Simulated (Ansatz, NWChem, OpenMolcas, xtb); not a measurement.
Loss of F2: C2H2F4 → C2H2F2 + F2

Species: C2H2F4 `FCC(F)(F)F`, singlet; C2H2F2 (vinylidene fluoride) `C=C(F)F`, singlet; F2 (fluorine), singlet. 

Shapes, held fixed at every level: PBE0-D4/def2-TZVP. Programs: Ansatz 0.2.0, NWChem 7.3.0, OpenMolcas 26.06, xtb 6.7.1. Electronic energies: no zero-point or thermal term.

| level | kind | ΔE (kJ/mol) |
| --- | --- | --- |
| GFN0-xTB | semi-empirical | +336.8 |
| HF/STO-3G | Hartree–Fock | +392.2 |
| HF/3-21G | Hartree–Fock | +521.6 |
| HF/def2-SVP | Hartree–Fock | +648.1 |
| B3LYP/6-31G* (Cartesian functions) | global hybrid | +562.9 |
| PBE0/def2-SVP | global hybrid | +600.0 |

PBE0/def2-SVP gives ΔE = +600.0 kJ/mol; the levels span +336.8 to +648.1. GFN0-xTB strays far from the other rows. The median of the levels is +542.2. No measured value is set beside it here. Rows in sets without polarisation functions are far from converged.

Every level makes loss of F2 strongly endothermic, so the reverse step, addition of fluorine to vinylidene fluoride, is strongly downhill in electronic energy. The cause lies in the bonds exchanged: two strong, polar C–F bonds are given up for a C=C π bond and an F–F bond that is unusually weak, because the lone pairs on two small, compact atoms repel each other at short range. The bond broken at the CF3 carbon is also strengthened by donation from neighbouring fluorine lone pairs into C–F antibonding orbitals, which adds to the cost.

In the same def2-SVP basis, Hartree–Fock gives +648.1 kJ/mol against +600.0 for PBE0, probably because it lacks the electron correlation on which binding in F2 depends heavily. The sign of the reaction energy is therefore secure, but its size is not settled to within tens of kJ/mol. Nothing here gives the barrier or ranks this channel against loss of HF, which forms a much stronger bond.
